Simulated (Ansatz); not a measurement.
**BN at 22 GPa: from Born charge to LO–TO splitting and polaron coupling**

Method: DFT LDA, scalar-relativistic, plane waves, PAW in Ansatz. Settings: 420 eV plane-wave cutoff, Γ-centred 12×12×12 mesh, fixed occupations. No spin polarisation. Phonons by linear response, acoustic sum rule imposed.

The cell, relaxed at 22 GPa:
```cif
data_structure
_symmetry_space_group_name_H-M 'F-43m'
_symmetry_Int_Tables_number 216
_cell_length_a 3.5214
_cell_length_b 3.5214
_cell_length_c 3.5214
_cell_angle_alpha 90.000
_cell_angle_beta 90.000
_cell_angle_gamma 90.000
_cell_volume 43.67
loop_
_atom_site_label
_atom_site_type_symbol
_atom_site_symmetry_multiplicity
_atom_site_Wyckoff_symbol
_atom_site_fract_x
_atom_site_fract_y
_atom_site_fract_z
_atom_site_occupancy
B1 B 4 a 0.00000 0.00000 0.00000 1
N1 N 4 c 0.25000 0.25000 0.25000 1
```

Linear response gives ν_TO = 1135.5 cm⁻¹, Born charges ±1.854 e (positive on B) and ε∞ = 4.524. The primitive cell holds 10.917 Å³, and the masses are 10.810 and 14.007 amu.

Problem. Find ν_LO and the static dielectric constant.

Solution. The long-wave field adds a restoring force: ω_LO² − ω_TO² = Z*²e²/(ε_vac ε∞ μV). In these units ν_LO² − ν_TO² = 4.92064×10⁷ Z*²/(μ V ε∞) cm⁻², with μ = m₁m₂/(m₁ + m₂) = 6.101 amu: 561482 cm⁻². So ν_LO = √(1135.5² + 561482) = 1360.4 cm⁻¹, and the run gives 1360.4. Lyddane–Sachs–Teller then gives ε0 = ε∞ (ν_LO/ν_TO)² = 6.49, against 6.49 in the run (it forms both from the same three quantities, so the match checks the arithmetic only). Between ν_TO and ν_LO the dielectric function is negative and an undamped crystal reflects fully: a reststrahlen band from 7.4 to 8.8 μm.

Problem. What do the Clausius–Mossotti polarisability and the Szigeti charge come to?

Solution. With the Lorentz local field, α = (3V/4π)(ε∞ − 1)/(ε∞ + 2) = 1.41 Å³ for the pair, and e_S = 3Z*/(ε∞ + 2) = 0.85 e. The Born charge includes the electrons' response to the dipole's own local field, and e_S takes that enhancement out. The Lorentz field assumes point-like polarisable ions, a poor picture once ε∞ is this large, since the electron clouds then overlap or are shared, so both numbers are formal here.

Problem. How strongly does a slow electron couple to the LO mode?

Solution. For one isotropic parabolic band, Fröhlich's constant is α_F = (1/ε∞ − 1/ε0) √(m* Ry/ħω_LO), with Ry = 13.606 eV, ħω_LO = 168.7 meV and m* in free-electron masses: α_F = 0.0671 × 8.98 × √m* = 0.60 √m*. The band mass isn't part of this run; for m* = 0.1, 0.3 and 1 it gives 0.19, 0.33, 0.60. In weak coupling the polaron lies α_F ħω_LO below the band edge (56 meV at m* = 0.3) with a mass m*(1 + α_F/6); past α_F of about 5 or 6 that expansion fails. A semilocal functional's ε∞ tends to be too large, which taken alone lowers α_F.

The polar response combines a wide LO–TO splitting with a modest lattice contribution to screening: ν_LO lies well above ν_TO, yet ε0 rises only from 4.524 to 6.49. Both follow from short, strong sp³ bonds between light atoms. The electronegativity difference makes the bonds polar, so displacing the sublattices drives a sizeable charge flow, and the small reduced mass and cell volume turn the resulting field into a large frequency shift. In the static response the mass cancels, leaving the stiffness of the bonds to limit how far the ions move in an applied field. The Born charge measures this dynamical polarisation and isn't a count of electrons transferred from B to N.

The same stiffness keeps the Fröhlich coupling weak for all three trial masses, since the ions add little screening and the LO quantum is large. This suggests a mobile large polaron rather than a self-trapped carrier, as far as long-range polar coupling alone decides. With a single pressure, the calculation doesn't show whether compression strengthens or weakens that coupling.
